**CO on Cu, Au, Co and Ru: reading the d-band formula**

In Blyholder's picture (1964), CO binds carbon-down by donation from its filled $5\sigma$ orbital and back-donation into its empty $2\pi^*$ pair. Hammer, Morikawa and Nørskov (1996) wrote the adsorption energy as $E_{sp}+E_d$, taking the sp-band part $E_{sp}$ as common to all metals. Negative energy means binding.

**Derivation.** Replace the d band by one level $\varepsilon_d$ with filling $f$. Take two orbitals a gap $\Delta$ apart, with overlap $S$ and coupling $V$, energies counted from their midpoint. Phases are chosen so that $S>0$ and $V<0$. The secular equation $(-\Delta/2-E)(\Delta/2-E)=(V-SE)^2$ gives, to second order,

$$E_\pm=\pm\left(\frac{\Delta}{2}+\frac{V^2}{\Delta}+\frac{S^2\Delta}{4}\right)-SV .$$

Drop $S^2\Delta/4$ and keep occupations fixed. In each of four $\pi$ spin-orbital pairs, the lower (d) level holds $f$ electrons and the upper none. In each of two $\sigma$ pairs, the lower ($5\sigma$) holds one and the upper (d) holds $f$. With $\Delta_\pi=\varepsilon_{2\pi}-\varepsilon_d$ and $\Delta_\sigma=\varepsilon_d-\varepsilon_{5\sigma}$,

$$E_d=-4f\left[\frac{V_\pi^2}{\Delta_\pi}+S_\pi V_\pi\right]-2\left[(1-f)\frac{V_\sigma^2}{\Delta_\sigma}+(1+f)S_\sigma V_\sigma\right].$$

The $-SV$ terms are Pauli repulsion. At fixed $V$, $S$ and $f$,

$$\frac{dE_d}{d\varepsilon_d}=-\frac{4fV_\pi^2}{\Delta_\pi^2}+\frac{2(1-f)V_\sigma^2}{\Delta_\sigma^2}.$$

**Inputs (typical, approximate).** Relative to the Fermi level, $\varepsilon_{2\pi}=+2.5$ eV and $\varepsilon_{5\sigma}=-7$ eV. Further, $S=-\alpha V$, $V_\pi^2=\beta v$ and $V_\sigma=rV_\pi$, with $r=1.3$, fitted constants $\alpha=0.063$ eV$^{-1}$ and $\beta=1.5$ eV$^2$, and $v$ the squared coupling relative to Cu. The site is atop; Co is spin-averaged.

| Surface | $\varepsilon_d$ (eV) | $v$ | $f$ | $(V_\pi/\Delta_\pi)^2$ |
|---|---|---|---|---|
| Au(111) | −3.56 | 3.35 | 1 | 0.14 |
| Cu(111) | −2.67 | 1 | 1 | 0.06 |
| Co(0001) | −1.17 | 1.34 | 0.8 | 0.15 |
| Ru(0001) | −1.41 | 3.87 | 0.7 | 0.38 |

The model's results follow, in eV except the dimensionless slope, with totals from unrounded terms. "Two-level" uses the exact roots of the secular equation with the same inputs.

| | $\pi$ bond | $\sigma$ bond | Pauli | $E_d$ | slope | two-level |
|---|---|---|---|---|---|---|
| Au | −3.3 | 0 | 3.4 | 0.1 | −0.5 | 0.3 |
| Cu | −1.2 | 0 | 1.0 | −0.1 | −0.2 | −0.1 |
| Co | −1.8 | −0.2 | 1.2 | −0.8 | −0.4 | −0.6 |
| Ru | −4.2 | −1.1 | 3.1 | −2.1 | −0.9 | −1.1 |

**Filled bands.** For $f=1$, bonding and antibonding $\sigma$ states are both full, and

$$E_d=4V_\pi^2\left[\alpha(1+r^2)-\frac{1}{\Delta_\pi}\right].$$

The band centre fixes the sign and the coupling only scales the size. The zero lies at $\Delta_\pi=5.9$ eV, or $\varepsilon_d=-3.4$ eV. Cu sits above it: $-1.16+0.38+0.64=-0.14$ eV ($\pi$ bond, $\pi$ and $\sigma$ repulsion). Au sits just below it, so its larger coupling buys no binding.

**Open bands.** Co and Ru gain three ways over the filled-band case: a smaller $\Delta_\pi$, an open $\sigma$ channel and fewer electrons to repel, against the loss of the factor $f$ in back-donation. Ru has a lower centre than Co yet binds more strongly, because every term is proportional to $v$. "Higher centre, stronger bond" therefore holds at fixed coupling and filling, as for steps, strain or alloying of one metal, to the extent that these leave $V$ and $f$ unchanged. There the $\pi$ term governs the slope; the $\sigma$ term cancels 18 % of it for Ru and none for Cu. An illustrative 0.3 eV upshift on Cu changes $E_d$ by −0.07 eV, about $3\,k_BT$ at 300 K, which matters because residence times depend exponentially on binding energy.

**Limits.** The dropped overlap term is worth −0.03 eV on Cu. The next hybridisation term is $+V^4/\Delta^3$ for the lower level, a fraction $(V/\Delta)^2$ of the leading one. That is small for Cu, but exact roots halve $E_d$ for Ru and triple or more the small Au value. The ordering survives. Since $\alpha$ and $\beta$ were fitted with the second-order form, the last column gauges truncation and is no improved prediction. $E_d$ also omits $E_{sp}$, so only differences between metals carry meaning. The model's Ru–Cu difference is 1.9 eV, whereas typical low-coverage binding energies, near 0.5 eV on Cu(111) and 1.6 to 1.7 eV on Ru(0001), imply an overshoot of more than half. Use the formula to rank how strongly interconnect and liner metals hold CO, and to estimate small shifts on one metal.